# Kadowaki–Woods ratio for a local self-energy: a worked problem for LiV$_2$O$_4$

## Result

At low temperature a Fermi liquid has resistivity $\rho=\rho_0+AT^2$ and electronic heat capacity per volume $c_V=\gamma T$. The quotient $A/\gamma^2$ is the Kadowaki–Woods ratio.

**Conventions.** The frequency $\omega$ is an energy counted from the chemical potential, and $\Sigma=\Sigma'+i\Sigma''$ is the retarded self-energy. $D_0$ is the bare density of states at the Fermi level per volume, both spin directions included. $\langle v_{0x}^2\rangle$ is the squared bare velocity along the current, averaged over the Fermi surface with the density of states as weight, and $n$ is the carrier density. Unless a molar unit is written, $\gamma$ is per volume.

**Assumptions.** (i) $\Sigma$ does not depend on momentum and is the same on the whole Fermi surface. (ii) The current vertex carries no correction, so that every scattering event counted in $\Sigma''$ relaxes the current. (iii) $D_0$ and $\langle v_{0x}^2\rangle$ vary slowly near the Fermi level. (iv) $\Sigma''$ has the cut-off form that goes back to Miyake, Matsuura and Varma (1989). With $y=\sqrt{\omega^2+(\pi k_BT)^2}/\omega^*$,

$$
-\Sigma''(\omega,T)=\Gamma_0+\begin{cases} s\,y^2, & y<1\\ s\,F(y), & y>1\end{cases}\qquad s=\frac{2n}{3\pi D_0}, \tag{1}
$$

where $\Gamma_0$ is a constant impurity term, $\omega^*$ is the scale at which the quadratic law ends, and $F$ falls monotonically from $F(1)=1$ towards zero.

**Statement.** Define $Z^{-1}=1-\partial_\omega\Sigma'|_{0}\equiv 1+\lambda$ and

$$
\xi=\frac12\left[1+\int_1^\infty \frac{F(y)}{y^2}\,dy\right],\qquad \tfrac12<\xi<1. \tag{2}
$$

Then $\lambda=4s\xi/\pi\omega^*$, and in the clean limit $\Gamma_0\to0$

$$
\frac{A}{\gamma^2}=\frac{81\,(1-Z)^2}{4\pi\hbar k_B^2e^2\,\xi^2\,n D_0^2\langle v_{0x}^2\rangle}. \tag{3}
$$

For strong mass enhancement, $Z\ll1$, both $A$ and $\gamma^2$ scale as $Z^{-2}$, the factor $(1-Z)^2$ tends to one, and only bare band quantities and the shape number $\xi$ remain. That limit is the form given by Jacko, Fjærestad and Powell (2009). Where impurity scattering dominates, $\rho_0\gg AT^2$, the right side of (3) is multiplied by $\pi^2/9=1.097$.

## Problem

LiV$_2$O$_4$ is a cubic spinel metal with heavy quasiparticles made of vanadium $3d$ electrons. Model it by one effective band that obeys assumptions (i) to (iv). The inputs are typical, approximate values or declared assumptions:

- cubic lattice parameter $a\approx 8.24$ Å, with 8 formula units (f.u.) per cubic cell;
- 1.5 $d$ electrons per vanadium (formal valence V$^{3.5+}$), all counted as carriers, that is 3 per f.u.;
- bare density of states of about 7.1 states eV$^{-1}$ f.u.$^{-1}$, typical of density-functional band structures;
- low-temperature Sommerfeld coefficient of about 420 mJ mol$^{-1}$ K$^{-2}$ per mole of f.u.;
- bare velocity taken, by assumption, from a single isotropic parabolic band with the same $n$ and $D_0$;
- $\xi=1$ unless stated otherwise, and an illustrative residual resistivity $\rho_0=20\ \mu\Omega$ cm.

(a) Find $n$, $D_0$, the bare coefficient $\gamma_0$, $Z$ and $\langle v_{0x}^2\rangle$.
(b) Evaluate $A/\gamma^2$ in SI units and in $\mu\Omega$ cm mol$^2$ K$^2$ mJ$^{-2}$, per mole of f.u. and per mole of V.
(c) Find $s$, $\omega^*$ and $A$ in the clean limit.
(d) Decide which limit holds at 2 K for the given $\rho_0$.
(e) Show how $A$ responds to the shape $F$ and to the carrier count.

## Solution

### Why the formula holds

**Quadratic law.** An electron at energy $\omega$ decays by creating a particle–hole pair of energy $\nu$. For a local interaction the pair spectrum is linear in $\nu$ at low energy, and the occupation factors give

$$
\int_{-\infty}^{\infty}d\nu\,\nu\,[\,n_B(\nu)+f(\nu+\omega)\,]=\tfrac12\left[\omega^2+(\pi k_BT)^2\right],
$$

with $n_B$ and $f$ the Bose and Fermi functions. This fixes the combination $y^2$ in (1). It does not fix the plateau height $s$. For comparison, point scatterers of density $n_i$ at the unitarity limit give $-\Sigma''=n_i/(\pi D_0/2)$, so the $s$ of (1) equals the unitarity value for $n_i=n/3$. The coefficient is part of the model and is not derived here.

**Kramers–Kronig step.** The retarded self-energy is analytic in the upper half plane, so up to a constant $\Sigma'(\omega)=\pi^{-1}\,\mathrm{P}\!\int d\omega'\,\Sigma''(\omega')/(\omega'-\omega)$. The part odd in $\omega$ obeys

$$
\frac{\Sigma'(\omega)-\Sigma'(-\omega)}{2\omega}=\frac1\pi\,\mathrm{P}\!\int d\omega'\,\frac{\Sigma''(\omega')}{\omega'^2-\omega^2}.
$$

Since $\mathrm{P}\!\int d\omega'/(\omega'^2-\omega^2)=0$ over the real line, a constant may be subtracted from $\Sigma''$, and $\Gamma_0$ drops out. At $T=0$ and $\omega\to0$,

$$
\lambda=\frac1\pi\int_{-\infty}^{\infty}d\omega'\,\frac{\Sigma''(0)-\Sigma''(\omega')}{\omega'^2}=\frac{2s}{\pi\omega^*}\left[\int_0^1dy+\int_1^\infty\frac{F(y)}{y^2}dy\right]=\frac{4s\xi}{\pi\omega^*}. \tag{4}
$$

The bounds in (2) follow from $0<F\le1$ and $\int_1^\infty y^{-2}dy=1$.

**Heat capacity.** The quasiparticle energy $E$ solves $E=\epsilon_{\mathbf k}+\Sigma'(E)$, with $\epsilon_{\mathbf k}$ counted from the bare Fermi level and the constant $\Sigma'(0)$ absorbed in the chemical potential. For a local $\Sigma$ this gives $E=Z\epsilon_{\mathbf k}$, the Fermi surface keeps its shape, and $m^*/m_b=1/Z$. Hence

$$
\gamma=\frac{\gamma_0}{Z}=\gamma_0(1+\lambda),\qquad \gamma_0=\frac{\pi^2}{3}k_B^2D_0. \tag{5}
$$

**Resistivity.** Without vertex corrections the Kubo formula reads

$$
\sigma_{xx}=\pi\hbar e^2\int d\epsilon\,D_0\langle v_{0x}^2\rangle\int d\omega\left(-\frac{\partial f}{\partial\omega}\right)\mathcal A(\epsilon,\omega)^2,
$$

where the spectral function $\mathcal A=-\pi^{-1}\mathrm{Im}\,[\omega-\epsilon-\Sigma(\omega)]^{-1}$ is, at fixed $\omega$, a normalised Lorentzian in $\epsilon$ of half-width $|\Sigma''|$. Its square integrates to $1/(2\pi|\Sigma''|)$. The real part $\Sigma'$ only shifts the centre of the Lorentzian and disappears under assumption (iii):

$$
\sigma_{xx}=\frac{P}{2}\int d\omega\left(-\frac{\partial f}{\partial\omega}\right)\frac{1}{|\Sigma''(\omega,T)|},\qquad P\equiv\hbar e^2D_0\langle v_{0x}^2\rangle. \tag{6}
$$

A constant $|\Sigma''|=\hbar/2\tau$ gives $\sigma_{xx}=e^2D_0\langle v_{0x}^2\rangle\tau$, the Drude result, and $\rho_0=2\Gamma_0/P$.

For $\pi k_BT\ll\omega^*$ only the branch $y<1$ matters. With $x=\omega/k_BT$ one has $|\Sigma''|=s(k_BT/\omega^*)^2(x^2+u^2)$, where $u^2=\pi^2+b$ and $b=\Gamma_0\omega^{*2}/s(k_BT)^2$. Write $1/(x^2+u^2)=u^{-1}\mathrm{Re}\int_0^\infty dt\,e^{-ut+ixt}$, use the Fourier transform $\pi t/\sinh\pi t$ of the thermal window $1/[4\cosh^2(x/2)]$, and expand $1/\sinh\pi t=2\sum_{k\ge0}e^{-(2k+1)\pi t}$:

$$
J(u)=\int_{-\infty}^{\infty}\frac{dx}{4\cosh^2(x/2)}\frac{1}{x^2+u^2}=\frac{2\pi}{u}\sum_{k=0}^\infty\frac{1}{[u+(2k+1)\pi]^2}=\frac{\psi'\!\left(\frac12+\frac{u}{2\pi}\right)}{2\pi u}, \tag{7}
$$

with $\psi'$ the trigamma function. Then

$$
\rho-\rho_0=C\,\rho_s\left(\frac{k_BT}{\omega^*}\right)^2,\qquad \rho_s=\frac{2s}{P},\qquad C=\frac1{J(u)}-b. \tag{8}
$$

In the clean limit $u=\pi$, $\psi'(1)=\pi^2/6$, $J=1/12$ and $C=12$. For $b\to\infty$, $1/J\to u^2+\langle x^2\rangle$ with thermal average $\langle x^2\rangle=\pi^2/3$, so $C=4\pi^2/3=13.16$. The quotient of the two limits is $\pi^2/9$.

**The ratio.** In the clean limit

$$
A=\frac{24\,s\,k_B^2}{\hbar e^2D_0\langle v_{0x}^2\rangle\,\omega^{*2}}. \tag{9}
$$

Equation (4) gives $1/\omega^*=\pi\lambda/4s\xi$, so that $A\propto\lambda^2/(s\xi^2)$, while $\gamma^2\propto(1+\lambda)^2$. With $\lambda/(1+\lambda)=1-Z$,

$$
\frac{A}{\gamma^2}=\frac{27\,(1-Z)^2}{2\pi^2\hbar k_B^2e^2\,\xi^2\,s\,D_0^3\langle v_{0x}^2\rangle}, \tag{10}
$$

and $s=2n/3\pi D_0$ turns (10) into (3). Causality supplies the link: the curvature $s/\omega^{*2}$ sets $A$, the slope of order $s/\omega^*$ sets the mass, and $\omega^*$ cancels from the ratio when $\lambda\gg1$. Independence of the mass enhancement therefore needs two conditions, namely $Z\ll1$ and a product $s\xi^2$ that does not change with $Z$. At $Z=1/2$ the ratio is only a quarter of its strong-coupling value.

### (a) Band quantities

Intermediate values are carried unrounded and printed to three or four figures.

The cell volume is $a^3=559.5$ Å$^3$, the volume per formula unit is $V_{\rm fu}=69.93$ Å$^3$, and the molar volume is $V_m=N_AV_{\rm fu}=42.12$ cm$^3$ mol$^{-1}$. Then

$$
n=\frac{3}{V_{\rm fu}}=4.290\times10^{22}\ \text{cm}^{-3},\qquad D_0=\frac{7.1\ \text{eV}^{-1}}{V_{\rm fu}}=6.337\times10^{47}\ \text{J}^{-1}\text{m}^{-3}.
$$

From (5), per mole of f.u.,

$$
\gamma_0=\frac{\pi^2}{3}k_B^2N_A\times7.1\ \text{eV}^{-1}=16.7\ \text{mJ mol}^{-1}\text{K}^{-2},
$$

so that $1/Z=\gamma/\gamma_0=25.1$, $Z=0.0398$, $\lambda=24.1$ and $(1-Z)^2=0.922$.

For the parabolic band, $k_F=(3\pi^2n)^{1/3}=1.083$ Å$^{-1}$ and $\epsilon_F=3n/2D_0=0.634$ eV. The band mass is $m_b=\hbar^2k_F^2/2\epsilon_F=7.05\,m_e$, the Fermi velocity is $v_F=2\epsilon_F/\hbar k_F=1.78\times10^{7}$ cm s$^{-1}$, and

$$
\langle v_{0x}^2\rangle=\frac{v_F^2}{3}=1.054\times10^{10}\ \text{m}^2\text{s}^{-2},
$$

a root-mean-square component of $1.03\times10^7$ cm s$^{-1}$. The parabola serves only to estimate this average. In a truly Galilean-invariant gas, electron–electron collisions conserve the current, vertex corrections cancel the $T^2$ term, and assumption (ii) fails. The model presumes a lattice on which umklapp and interband processes relax the current efficiently.

### (b) The ratio

The universal prefactor is

$$
K=\frac{81}{4\pi\hbar k_B^2e^2}=1.249\times10^{118}\ \Omega\,\text{K}^2\,\text{J}^{-4}\,\text{s}^{-2},
$$

where the unit follows from writing $1/\hbar e^2k_B^2=(\hbar/e^2)/(\hbar k_B)^2$. The band factor is

$$
f_x=nD_0^2\langle v_{0x}^2\rangle=1.816\times10^{134}\ \text{J}^{-2}\,\text{m}^{-7}\,\text{s}^{-2}.
$$

For a parabolic band $D_0=m_bk_F/\pi^2\hbar^2$ and $v_F=\hbar k_F/m_b$, so the band mass cancels and

$$
f_x=\frac{nk_F^4}{3\pi^4\hbar^2}=\left(\frac{3n^7}{\pi^4\hbar^6}\right)^{1/3}. \tag{11}
$$

The strong-coupling ratio of this model depends on $n$ alone; the input $D_0$ enters only through $(1-Z)^2$. For $\xi=1$ and $Z\to0$,

$$
\frac{A}{\gamma^2}=\frac{K}{f_x}=6.88\times10^{-17}\ \Omega\,\text{m}^7\,\text{K}^2\,\text{J}^{-2}.
$$

The molar coefficient is $\gamma_m=\gamma V_m$, so $A/\gamma_m^2=K/(f_xV_m^2)=3.88\times10^{-8}\ \Omega$ m mol$^2$ K$^2$ J$^{-2}$. With $1\ \Omega\,\text{m}=10^8\ \mu\Omega$ cm and $1\ \text{J}^{-2}=10^{-6}\ \text{mJ}^{-2}$,

$$
\frac{A}{\gamma_m^2}=3.88\times10^{-6}\ \mu\Omega\,\text{cm mol}^2\,\text{K}^2\,\text{mJ}^{-2}\quad(Z\to0),
$$

and the factor $(1-Z)^2$ lowers it to $3.58\times10^{-6}$ in the same unit. Per mole of vanadium $\gamma_m$ is halved to 210 mJ mol$^{-1}$ K$^{-2}$, and the ratio is four times larger, $1.43\times10^{-5}$. The factor of four is pure convention, which is why a molar ratio means nothing until the mole is named, and why (3) is written per volume.

### (c) Energy scales and the coefficient $A$

Because $n/D_0=(3/7.1)$ eV,

$$
s=\frac{2n}{3\pi D_0}=89.7\ \text{meV},
$$

which for the parabola is $4\epsilon_F/9\pi=0.141\,\epsilon_F$. From (4),

$$
\omega^*=\frac{4s\xi}{\pi\lambda}=4.74\ \text{meV},\qquad \frac{\omega^*}{\pi k_B}=17.5\ \text{K}.
$$

The second number is the temperature at which $y=1$ is reached even at $\omega=0$; the $T^2$ law of the model needs temperatures well below it. The transport factor is $P=1.808\times10^{-14}\ \text{J}\,\Omega^{-1}\text{m}^{-1}$, which gives $\rho_s=2s/P=159\ \mu\Omega$ cm. With $(k_B/\omega^*)^2=3.31\times10^{-4}$ K$^{-2}$, equation (8) at $C=12$ yields

$$
A=12\,\rho_s\left(\frac{k_B}{\omega^*}\right)^2=0.63\ \mu\Omega\,\text{cm K}^{-2}.
$$

The same value follows from the ratio $3.58\times10^{-6}$ of part (b) times $(420\ \text{mJ mol}^{-1}\text{K}^{-2})^2$. Setting $(1-Z)^2=1$ would give $0.68\ \mu\Omega$ cm K$^{-2}$.

### (d) Clean or impurity-dominated

The residual term is $\Gamma_0=\rho_0P/2=11.3$ meV. At 2 K the clean estimate is $AT^2=2.5\ \mu\Omega$ cm, far below $\rho_0$. From (8) and (9), $b=12\rho_0/AT^2=95.1$ with $A$ the clean value, so $u=10.25$. Equation (7) gives $\psi'=0.5960$ at the argument $2.131$, then $1/J=108.0$ and $C=12.9$. The sample lies between the limits 12 and 13.16 and closer to the second. The effective coefficient $(\rho-\rho_0)/T^2$ is $0.68\ \mu\Omega$ cm K$^{-2}$ at 2 K and tends, as $T\to0$, to

$$
A_{\rm imp}=\frac{\pi^2}{9}A=0.69\ \mu\Omega\,\text{cm K}^{-2},\qquad \frac{A_{\rm imp}}{\gamma_m^2}=3.9\times10^{-6}\ \mu\Omega\,\text{cm mol}^2\text{K}^2\,\text{mJ}^{-2}.
$$

The finite-$Z$ factor 0.922 and the impurity factor 1.097 are of the same size and opposite direction, so neither should be kept without the other. Assumption (iii) is met within the model: the thermal window in bare energy is $k_BT/Z=4.3$ meV at 2 K, the Lorentzian half-width is near $\Gamma_0$, and both are small against $\epsilon_F$.

### (e) Sensitivity

**Shape of the cut-off.** At fixed $\gamma$, $n$ and $D_0$ the values of $\lambda$ and $s$ are fixed, so $\omega^*\propto\xi$ and $A\propto\xi^{-2}$. The table is for the clean limit.

| Form beyond the quadratic range | $\xi$ | $\xi^{-2}$ | $\omega^*$ (meV) | $A$ ($\mu\Omega$ cm K$^{-2}$) |
|---|---|---|---|---|
| plateau, $F\to1$ (upper bound) | 1 | 1 | 4.74 | 0.63 |
| smooth crossover, eq. (12) | 0.785 | 1.62 | 3.72 | 1.0 |
| $F=y^{-1}$ | 0.750 | 1.78 | 3.55 | 1.1 |
| $F=y^{-2}$ | 0.667 | 2.25 | 3.16 | 1.4 |
| sharp cut, $F\to0$ (lower bound) | 0.500 | 4.00 | 2.37 | 2.5 |

The second row comes from a function whose causality can be read off directly,

$$
\Sigma(\omega)=\frac{-is\,\omega}{\omega+i\omega^*}=-\frac{s\,\omega\,\omega^*}{\omega^2+\omega^{*2}}-\frac{is\,\omega^2}{\omega^2+\omega^{*2}}. \tag{12}
$$

Its only pole lies in the lower half plane. It has the curvature $s/\omega^{*2}$ and the plateau $s$ of the first row, and its slope is $\lambda=s/\omega^*$, in accord with the first equality in (4). Matching to $4s\xi/\pi\omega^*$ gives $\xi=\pi/4$. Rounding the kink at $y=1$ thus changes $A$ by a factor of 1.62.

The choice $\xi\approx1$ is sound when the scattering stays at its plateau up to an energy far above $\omega^*$. If $F=1$ up to $y_c$ and zero beyond, then $\xi=1-1/2y_c$; a plateau that reaches $\epsilon_F$ has $y_c\approx134$ and $\xi=0.996$. If $F$ decays on the scale $\omega^*$ itself, the ratio is larger by up to a factor of four.

**Carrier count.** By (11) the ratio scales as $n^{-7/3}$. The trigonal field at the V site splits the $t_{2g}$ level into $a_{1g}$ and $e_g'$ parts. If one electron per V, roughly the $a_{1g}$ filling, were counted in place of 1.5, the ratio would rise by $(3/2)^{7/3}=2.58$, and the clean $A$ would be $1.6\ \mu\Omega$ cm K$^{-2}$. If instead all three electrons per f.u. were shared among $g$ equivalent parabolic sheets, with $n$ and $D_0$ in (1) kept as totals, then $D_0^2\langle v_{0x}^2\rangle=g^2k_F^4/3\pi^4\hbar^2$ with $k_F=(3\pi^2n/g)^{1/3}$, and the ratio would scale as $g^{-2/3}$. For $g=3$ the factor is 0.48 and $A=0.30\ \mu\Omega$ cm K$^{-2}$.

**Other neglected terms.** Only the part of $\lambda$ tied to the $y^2$ term feeds $A$. A hypothetical electron–phonon share of 1 in $\lambda$ would lower $A$ by 8 per cent at fixed $\gamma$. If orbitals carry different self-energies, assumption (i) fails: the heaviest sheet dominates $\gamma$, the sheets conduct in parallel, in the clean limit the one with the weakest scattering dominates $\sigma_{xx}$, and the cancellation of $Z$ is lost.

### Answer and its standing

With all $d$ electrons in one parabolic band and $\xi=1$, the model has $1/Z=25.1$, $\omega^*=4.74$ meV, and $A=0.63\ \mu\Omega$ cm K$^{-2}$ in the clean limit or $0.69\ \mu\Omega$ cm K$^{-2}$ where impurities dominate. The latter corresponds to $A/\gamma_m^2=3.9\times10^{-6}\ \mu\Omega$ cm mol$^2$ K$^2$ mJ$^{-2}$ per mole of formula units. These are the model's numbers, and no input was adjusted to the resistivity. As typical knowledge, $A$ of LiV$_2$O$_4$ is about $2\ \mu\Omega$ cm K$^{-2}$, so the model at $\xi=1$ falls short by roughly a factor of three. Factors of that order are left open by the shape number $\xi$, by the carrier count, by the coefficient in $s$ and by the parabolic estimate of $\langle v_{0x}^2\rangle$, to which $A$ is inversely proportional at fixed $n$, $D_0$ and $\gamma$. The firm content of (3) is the cancellation of the mass enhancement, which on these inputs would alter $A$ and $\gamma^2$ separately by factors of several hundred; the absolute prefactor is good to a factor of a few.